Question

A Dy3+ ion has a hole in its M4 (3d3/2) shell. One 4d electron fills the hole and a second is ejected, which leaves two holes in N4 (4d3/2) and N5 (4d5/2). The table gives the resulting lines from a Dirac-Fock calculation in intermediate coupling. "Leading holes" names the largest jj component of the final state, j is the total angular momentum J of the two holes, purity p is the squared coefficient of that component, and share is the percentage of the rate within the N45N45 group.

Radial Dirac-Fock and Kohn-Sham solver 3: M4-N45N45 Auger lines of Dy3+ ([Xe] 4f9) from average-of-configuration Dirac-Fock ΔSCF energies with Breit and QED corrections, Coulomb rates and intermediate coupling of the two holes. Valence shells are spectators. Kinetic energies are from the vacuum level, with the ion in a Watson sphere (charge -3 e, radius 2.4 Å).

```
leading holes  j  purity  kinetic energy (eV)  share (%)
         N4N4  0   0.890                945.7       7.81
         N4N4  2   0.928                953.6      25.41
         N4N5  4   0.960                957.3      29.03
         N4N5  1    1.00                958.0       8.93
         N4N5  2   0.914                959.5      12.82
         N5N5  0   0.890                960.8       0.29
         N4N5  3    1.00                962.0      14.61
         N5N5  2   0.978                965.5       0.58
         N5N5  4   0.960                968.2       0.52
```

(a) Account for the number of lines, their J values and the pattern of the purities.
(b) Explain the order of the kinetic energies, including the position of N5N5 J=0 and the order within N4N5. Work out the two J=0 lines from a simple model.
(c) Explain how the rate divides among N4N4, N4N5 and N5N5.
(d) Explain the variation of the share from line to line, and the weakness of N5N5 J=0 and J=4.
(e) Predict the pattern for an M5 hole.

Model answer to (a)

Two holes in a d shell have the same 45 states as two electrons in it. Two equivalent holes of j = 3/2 allow J = 0, 2 (6 states), two of j = 5/2 allow J = 0, 2, 4 (15 states), and one of each allows J = 1, 2, 3, 4 (24 states). That makes nine levels. The Coulomb repulsion between the holes conserves J but not the individual j, so it mixes levels of equal J. J = 1 and J = 3 occur once each and have nothing to mix with, so their purity of 1.00 is forced by symmetry and says nothing about how good jj coupling is. J = 0 and J = 4 occur twice. A two-level mixing is a rotation through one angle, so both partners have the same purity, 0.890 in one pair and 0.960 in the other. J = 2 occurs three times, and the middle level, N4N5, which has a neighbour on each side, is the least pure of the three at 0.914.

Remark. J is not the angular momentum of the ion. The nine 4f electrons enter as a spherical average over the configuration, not as the Hund term ⁶H15/2, and take no part in the coupling. In the real ion 3d-4f and 4d-4f exchange is strong and breaks initial and final levels into many more. The nine lines are the d² skeleton of the problem and not a predicted spectrum.

Model answer to (b)

The kinetic energy is the energy of the initial ion less that of the final ion, so whatever raises the final state slows the electron. Spin-orbit coupling binds 4d3/2 more strongly than 4d5/2 by a gap Δ, so each N4 hole costs Δ. The repulsion between the holes depends on how they are arranged in angle, through the Slater integrals F2 and F4 (the index is the multipole order k). With n the number of N4 holes,

E(kin) = E0 − eigenvalue of [ n·Δ + a2·F2 + a4·F4 ]

where a2 and a4 are matrices of angular factors among the jj pairs of given J, and one radial function serves both j. The constant E0 collects the shell binding energies, the spherical part of the repulsion and relaxation.

The spin-orbit ladder alone, a straight line in n through all nine rows, leaves an rms scatter of 3.0 eV in a span of 22.5 eV, so repulsion is no small correction. A least-squares fit of the full expression to the nine energies gives E0 = 965.18, Δ = 6.82, F2 = 20.7 and F4 = 13.9 eV with no residual above 0.04 eV, which is within the ±0.05 eV to which the table is rounded. Refitted without the off-diagonal elements, the model misses by 0.51 eV rms, so the mixing is needed.

The angular factors are easiest to read in the LS terms of d², where they are diagonal:

¹S: (2/7)F2 + (2/7)F4 = +9.91 eV
¹G: (4/49)F2 + (1/441)F4 = +1.72 eV
³P: (1/7)F2 − (84/441)F4 = +0.31 eV
³F: −(8/49)F2 − (9/441)F4 = −3.67 eV

(evaluated with F2 = 20.74 and F4 = 13.93 eV). In a singlet the spatial function is symmetric and the holes meet, most of all in ¹S, where both occupy the same orbital. In ³F, the Hund term, they avoid each other best.

The J = 0 pair. In jj coupling N4N4 J=0 is 2/5 ¹S and 3/5 ³P, and N5N5 J=0 is 3/5 ¹S and 2/5 ³P. The diagonal energies and the coupling V are

H(N4N4) = 2 × 6.82 + 0.4 × 9.91 + 0.6 × 0.31 = 17.79 eV
H(N5N5) = 0.6 × 9.91 + 0.4 × 0.31 = 6.07 eV
V = √(0.4 × 0.6) × (9.91 − 0.31) = 4.70 eV

The unmixed distance is 11.72 eV, and the mixed one is W = √(11.72² + 4 × 4.70²) = 15.02 eV. Each level moves by s = (15.02 − 11.72)/2 = 1.65 eV, and the kinetic energies are 965.18 − 17.79 − 1.65 = 945.74 eV and 965.18 − 6.07 + 1.65 = 960.76 eV, against 945.7 and 960.8 eV in the table. Both energies were among those fitted. The purity was not: 1 − p = s/W = 0.110, as tabulated. The same relation gives the shift from the table alone, for J = 4 as 0.040 × (968.2 − 957.3) = 0.44 eV. J = 0 mixes most because the two terms it is built from, ¹S and ³P, lie furthest apart.

The irregular rows follow. N5N5 J=0 pays no spin-orbit cost but carries 6.07 − 1.65 = 4.42 eV of net repulsion. N4N5 J=3 is pure ³F and costs 6.82 − 3.67 = 3.15 eV. The ladders therefore overlap and J=0 lies below J=3, by 1.2 eV in the table. The overlap is the work of the diagonal repulsion, and mixing reduces it.

The two N4N4 lines are 7.9 eV apart, more than one rung of the ladder. For j = 3/2 the factor a2 is +0.200 at J = 0 and −0.120 at J = 2, and F4 drops out because k = 4 cannot connect j = 3/2 with itself. This gives 0.320 × 20.74 = 6.64 eV, and the unequal mixing shifts, 1.65 and 0.45 eV, add 1.20 eV. Among equivalent holes the kinetic energy rises with J in both groups, since J = 0 pairs opposite m in the same angular region and high J keeps the holes apart.

Within N4N5 the order 4, 1, 2, 3 is not an order in J but in term content. J=4 is four fifths ¹G before mixing, costs 0.65 eV on the diagonal and a further 0.44 eV from its N5N5 partner. J=1 is pure ³P, where F2 and F4 nearly cancel to 0.31 eV. J=2 has a negative diagonal term from F4 and is pushed from both sides, with a net gain of 0.30 eV in kinetic energy. J=3 is pure ³F.

Remarks. The calculation itself diagonalises such a matrix, so the close fit decomposes its result and is no evidence for intermediate coupling in nature. What it does show is that one set of F2 and F4 serves both subshells to the accuracy printed, and that the purities then follow to 0.003.

The gap of 0.7 eV between J=4 and J=1 is small and its sign deserves suspicion, because unscaled Hartree-Fock integrals usually overestimate multiplet splittings. Scaling F2 and F4 together by 0.8 narrows the model gap from 0.78 to 0.58 eV without inverting it. The order thus survives a uniform scaling inside the d² picture. It need not survive outside it, where 4d-4f exchange splits both levels and N45-N67N67 decay broadens the 4d holes.

E0 has no meaning for a measurement. The Watson sphere lifts every line by

3e²/(4πε0 × 2.4 Å) = 18.0 eV

over the bare ion, because the process removes one net electron from inside a shell of negative charge. The value goes as the inverse radius, and the screening of a real solid is absent. Spacings hardly depend on the sphere.

Model answer to (c)

Summed by label, the shares are 33.22% for N4N4, 65.39% for N4N5 and 1.39% for N5N5. Counting states would give 6/45, 24/45 and 15/45, that is 13.3, 53.3 and 33.3%, so degeneracy does not explain the division. The rate is set by the Coulomb matrix element between the two 4d electrons and the pair formed by 3d3/2 and the continuum orbital εl:

rate ∝ (2J+1) Σ over channels | Σi ci ⟨3d3/2 εlj; J | 1/r12 | pair i; J⟩ |²

with ci the mixing coefficients of the level. In the multipole expansion of 1/r12 the electron that drops from 4d to 3d hands a multipole k = 0, 2 or 4 to the one that leaves. The monopole carries no angular momentum, so each electron keeps its l, j and m. Only one electron can then fill a given 3d3/2 hole, the 4d3/2 electron of the same m. Its partner, ejected as εd, is any of the other three N4 electrons or any of the six N5 electrons:

N4N4 : N4N5 : N5N5 = 3 : 6 : 0 = 33.3 : 66.7 : 0 %

This has no adjustable parameter and reproduces the gross pattern. An N5N5 final state requires a 4d5/2 electron to fill a 3d3/2 hole, which needs k ≥ 2 or admixture of a pair that holds an N4 hole.

Remarks. The agreement with 33.22% is closer than the argument deserves. The count is for pure jj pairs and the rows are mixed; with the mixing of part (b) the monopole gives 31.7, 66.3 and 2.0%. That the monopole leads is argued from the pattern, not read from radial integrals. In its favour, a model with no monopole, built on k = 2 into εd and k = 2, 4 into εg with two fitted ratios, puts 15.7% into N5N5 and misses by 4.7 points rms. This disposes of that one alternative and not of every conceivable one. The shares add to 100% over N45N45 alone. They are not branching ratios of the M4 decay and cannot be multiplied by the total width to give partial widths.

Model answer to (d)

Within N4N4 and within N4N5 most of the spread is the factor 2J+1, which is why J=4 is the largest N4N5 line. Divided by 2J+1, the shares are 7.81 and 5.08 for N4N4; 3.23, 2.98, 2.56 and 2.09 for N4N5 in the order of the table; and 0.29, 0.12 and 0.06 for N5N5. The monopole would make this number constant within a group of pure pairs, with N4N4 twice N4N5. In the table it falls as the kinetic energy rises within each of the three groups. The monopole alone fails where no mixing can rescue it: per state, J=3 has 0.701 of the rate of J=1 where the monopole demands 1, and the sum over both J = 0 lines, which a rotation leaves unchanged, is 8.10% against 5.56%.

For the two strong groups the reason is that energy and rate come from the same operator; the N5N5 lines, which live on small amplitudes, are taken up further down. For an εd electron the pair 3d εd has the angular structure of d², so the amplitude for an LS term carries the coefficients that fixed its energy:

A(term) = R0 + a2·R2 + a4·R4

where Rk are the radial integrals for 4d 4d → 3d εd. If R2 and R4 have the sign of R0, a term in which the two electrons are close both decays faster and ends higher in energy. The higher multipoles act on the strong lines through their cross term with R0, in first order, while they feed a pure N5N5 pair only in second order. Sizeable R2 and R4 are therefore compatible with weak N5N5 lines.

The two ratios were fitted by least squares to the square roots of all nine shares, which gives the weak lines some weight, with the mixing coefficients taken from part (b). The result is R2/R0 = 0.742 and R4/R0 = 0.713, and so

A(³P) = 1 + 0.143 × 0.742 − 0.190 × 0.713 = 0.970
A(³F) = 1 − (8/49) × 0.742 − (9/441) × 0.713 = 0.864
A(¹S) = 1 + (2/7) × (0.742 + 0.713) = 1.416

The ratio of J=3 to J=1 per state becomes (0.864/0.970)² = 0.79, about two thirds of the way from 1 to 0.70, and the J = 0 sum becomes 8.24%. The rms error over the nine shares falls from 2.63 points for the monopole with mixing to 0.55.

The weak lines show interference directly. If the rates of the jj components were added in proportion to their weights, the weak partner of a pair would have at least (1 − p)/p of the rate of the strong one, the value reached when the pure N5N5 pair does not decay at all. That bound is 0.124 for J = 0 and 0.042 for J = 4, and the table has 0.037 and 0.018. The pure N5N5 amplitude is thus not zero, and it opposes the borrowed one. This much follows from the numbers.

The model accounts for this opposition, given the fitted signs of R2 and R4. Repulsion rotates the level of higher ion energy towards the compact term (¹S or ¹G) and the lower one towards the triplet. With θ the mixing angle, the N5N5 J=0 row is cos θ·N5N5 − sin θ·N4N4 in the phase that makes V positive. The direct N5N5 amplitude is √(0.4 × 0.6) × [A(¹S) − A(³P)], the same combination as V and positive with it, so it cancels part of the borrowed term. J = 0 has the single channel εd3/2, which lets purity and share ratio fix the ratio of pure amplitudes, N5N5 to N4N4, as tan(θ ∓ φ) with tan²θ = 0.124 and tan²φ = 0.037. The solutions are 0.15 and 0.58. The fitted model gives 0.490 × (1.416 − 0.970)/(0.4 × 1.416 + 0.6 × 0.970) = 0.19 and sides with the smaller. The J = 1 line offers a check that needs no fit of R2 and R4. Being pure ³P, it can decay only into εd in this model, and with x = A(¹S)/A(³P) the sum of the two J = 0 shares must be (0.4x² + 0.6) times twice the J = 1 share per state. The table then gives x = 1.38 and an amplitude ratio of 0.16, close to the smaller solution; the negative root for x fits neither.

Remarks. The share model is far rougher than the energy model, since 0.55 points is a hundred times the rounding of the shares. Among the strong lines it is worst for J=3, 15.77% against 14.61%. It underestimates all three N5N5 lines, J=2 by 61% of the tabulated value (0.22 against 0.58%). For that line, adding rates without interference comes closer, so cancellation is shown for J = 0 and J = 4 only. A k = 2 term into εg lowers the rms error merely to 0.50 points and leaves J=2 as it was. R2 and R4 trade against each other and depend on the weighting of the fit, so their common sign is used here and their ratio is given no meaning.

The cause of the misfit at N5N5 J=2 is a guess. An εs channel, left out of the model, couples only to ¹D and would feed J = 2 alone, which makes it a candidate for N5N5 J=2. It cannot help J = 0, where the model gives 0.18% against 0.29% and no other partial wave is allowed. Most of that gap is a compromise forced on R2 and R4 by the other rows: with the amplitude ratio of 0.16 from the J = 1 check, the line rises to about 0.25%. The rest may come from radial integrals that differ between 4d3/2 and 4d5/2, which was not tested; a near cancellation magnifies any such difference.

Model answer to (e)

The final levels are the same, so spacings and purities carry over and all lines move down together by the 3d spin-orbit splitting. The monopole now selects the 4d5/2 electron of matching m as filler, with four N4 and five N5 partners, which gives 0 : 44 : 56 for pure pairs. The weight moves to the high-energy end of the group and N4N4 becomes the weak set. If R2 and R4 keep their sign, the interference reverses: N4N4 J=0 is the level rotated towards ¹S, its direct and borrowed amplitudes add, and it should lie above the bound (1 − p)/p. This is a deduction from the model and has not been compared with a calculation.

Remark. This one table suggests a rule, untested on other ions and shells, for two final holes in one shell of the same l as the core hole: place the lines on the spin-orbit ladder and correct them with the LS term content, give intensity to pairs that contain a hole of the same j as the initial one, weight by 2J+1, and within a group favour the lines of lower kinetic energy. Lines below about one per cent depend on small amplitudes that may partly cancel, and should be taken from the full calculation, not from the rule.
